**Question: why does the loss spectrum of PbS peak at 17 eV when the crystal absorbs most strongly at 3 eV?**

I have a computed energy-loss spectrum of rock-salt PbS. The same calculation puts the strongest optical absorption near 3 eV, yet the loss function there is almost nothing, and it peaks far higher. Why are the two so different? And what are the dips at 9 and 18 eV?

Loss function of rock-salt PbS from Yambo 5.3.0: independent-particle response in the optical limit, field along z, on Quantum ESPRESSO PBE states without spin-orbit coupling. The calculation uses PseudoDojo 0.4.1 SR PBE standard potentials, a 762 eV wavefunction cutoff, an 18×18×18 k-mesh, 35 bands and 0.2 eV damping, and omits the nonlocal commutator.

```
row  loss function  loss energy (eV)
  1          0.005             0.000
  2          0.011             1.007
  3          0.024             2.013
  4          0.041             3.020
  5          0.080             4.027
  6          0.141             5.034
  7          0.258             6.040
  8          0.320             7.047
  9          0.370             8.054
 10          0.331             9.060
 11          0.437            10.270
 12          0.558            11.280
 13          0.651            12.280
 14          0.907            13.290
 15          1.170            14.300
 16          1.442            15.300
 17          1.666            16.310
 18          1.905            17.320
 19          1.653            18.320
 20          1.854            19.330
 21          1.302            20.340
 22          1.245            21.340
 23          0.690            22.350
 24          0.502            23.360
 25          0.487            24.360
 26          0.389            25.370
 27          0.378            26.380
 28          0.400            27.380
 29          0.394            28.390
 30          0.263            29.400
```

**Answer**

Measured by the imaginary part of the dielectric function, absorption at 3 eV is about 45 times stronger than at 17 eV, or more, while the loss at 17 eV is about 46 times larger than at 3 eV. The two spectra answer different questions. Light probes how the electrons respond to the total field inside the crystal. A fast electron passing through brings a charge from outside, and the crystal first screens that charge.

With the dielectric function $\varepsilon$, the loss function is

$$L=\frac{\mathrm{Im}\,\varepsilon}{|\varepsilon|^2}.$$

Absorption stands in the numerator, but it also enters the denominator, squared. Near 3 eV $|\varepsilon|$ is about 24, so the field of the passing electron is almost wholly screened and little energy is transferred. Spin-orbit coupling, which is left out here, would shift the lead p states and so the details of this absorption, but the contrast is far too large to hinge on that.

The formula also lets you read the peak backwards. Since $\mathrm{Im}\,\varepsilon$ can never exceed $|\varepsilon|$, it follows that $|\varepsilon|\le 1/L$. At the highest row, $L=1.905$ forces $|\varepsilon|$ below about 0.52, so both the real and the imaginary part are small there. With $|\varepsilon|$ below 1, the field inside is even larger than the one brought from outside. The peak therefore marks a failure of screening, not strong absorption.

A small $\varepsilon$ is the signature of a plasmon, a collective oscillation of the valence electrons. If they are all displaced together, the charge left behind pulls them back, and they can swing with hardly any outside field to drive them. Above the main absorption the electrons are driven faster than their binding can follow, so they respond almost as if free. Theory then expects the real part of $\varepsilon$ to rise from negative values through zero; the data at hand do not include that curve, so the crossing itself is inferred.

For free electrons the crossing lies at

$$\hbar\omega_p=\sqrt{4\pi n a_0^3}\;E_h,$$

where $n$ is the number of electrons per volume, $a_0$ the Bohr radius and $E_h$ = 27.2 eV. Lead gives four outer s and p electrons and sulfur six, ten in a cell of 2 × 26.09 Å³. With $a_0^3$ = 0.148 Å³, $na_0^3$ is 0.0284, the root is 0.597, and the energy is 16.3 eV.

That is only 1.1 eV, or 6 %, below the computed peak energy, and no row of the table entered the estimate. Counting the ten Pb 5d electrons as free too would give 23 eV, which is much too high. The s and p electrons thus seem to carry most of the oscillation, though the agreement is no proof, because real band transitions also shift the crossing. The square root is worth remembering: the same number of valence electrons in a larger cell should oscillate at a lower energy.

The peak is between 7 and 9 eV wide at half its height, whereas the damping put into the calculation is only 0.2 eV. The width must therefore come from the crystal's own transitions: the collective motion soon hands its energy to single electrons that jump between bands.

Now the irregular rows. The hump at 8 eV appears where the strong absorption has died down: $|\varepsilon|$ is at most 2.7 there, so screening has already weakened a great deal. The dip at 9 eV takes away only about a tenth of the hump. It probably reflects the detailed order of the band transitions, but that is a guess without a spectrum resolved by bands.

The dip at 18.3 eV looks more dramatic than it need be. Where $\varepsilon$ is close to zero, $1/\varepsilon$ magnifies every small change in it, and a change of only 0.08 can produce the whole fall from the row before. At 3 eV the same change would alter the loss by roughly 0.0001. The onset of Pb 5d transitions could supply such a ripple, and so could the finite k-point mesh; these data do not decide between them. If it is the 5d onset, a measured spectrum should show it at a higher energy, because PBE usually places such levels too close to the valence bands, and spin-orbit coupling should split it. The table also keeps only about one in five of the computed energies, so the shape of the dip between its rows is not seen. The shelf at 20–21 eV lies in the same sensitive region and may have a similar origin.

The loss of 0.005 in the first row should be zero, since a crystal with a gap has no transitions at zero energy; most likely the damping smears some absorption down to it. Nor would I read much into the weak bump near 27 eV or the drop in the last row. Many transitions at these energies are expected to end in high empty bands, and the calculation has not been shown to be converged with their number. The height and the exact position of the main peak are also uncertain, because the run leaves out what the nonlocal part of the pseudopotentials contributes to the transition strengths, as well as local fields. The printed output below gives the limits on $\varepsilon$ and both free-electron estimates.

So do not assign a strong line in a loss spectrum to a strong optical transition before checking whether $\varepsilon$ is small there.

Numerical output:

```
highest printed loss: 1.905
energy of the highest printed loss, eV: 17.32
loss at the absorption peak near 3 eV: 0.041
highest loss divided by loss at the absorption peak: 46.46
ceiling on the loss at the absorption peak, 1 over Im eps: 0.04239
size of eps at the absorption peak: 23.99
ceiling on Im eps and on the size of eps at the loss peak: 0.5249
ceiling on the size of Re eps at the loss peak: 0.2625
least factor by which Im eps is smaller at the loss peak than at the absorption peak: 44.94
number of rows with loss above 1: 8
first row above half the maximum, eV: 14.3
last row above half the maximum, eV: 21.34
least width at half maximum, eV: 7.04
greatest width at half maximum from the next rows outside, eV: 9.06
least width divided by the damping: 35.2
free-electron plasma energy with 10 electrons per cell, eV: 16.26
free-electron plasma energy with 20 electrons per cell, eV: 22.99
loss peak less the 10-electron estimate, eV: 1.064
loss peak less the 20-electron estimate, eV: -5.669
ceiling on the size of eps at the 8 eV hump: 2.703
fall of the loss from the 8 eV hump to the 9 eV dip: 0.039
depth of the 18.3 eV dip below the row before: 0.252
depth of the 18.3 eV dip below the row after: 0.201
change in eps that can suffice for the fall into the 18.3 eV dip: 0.08003
```
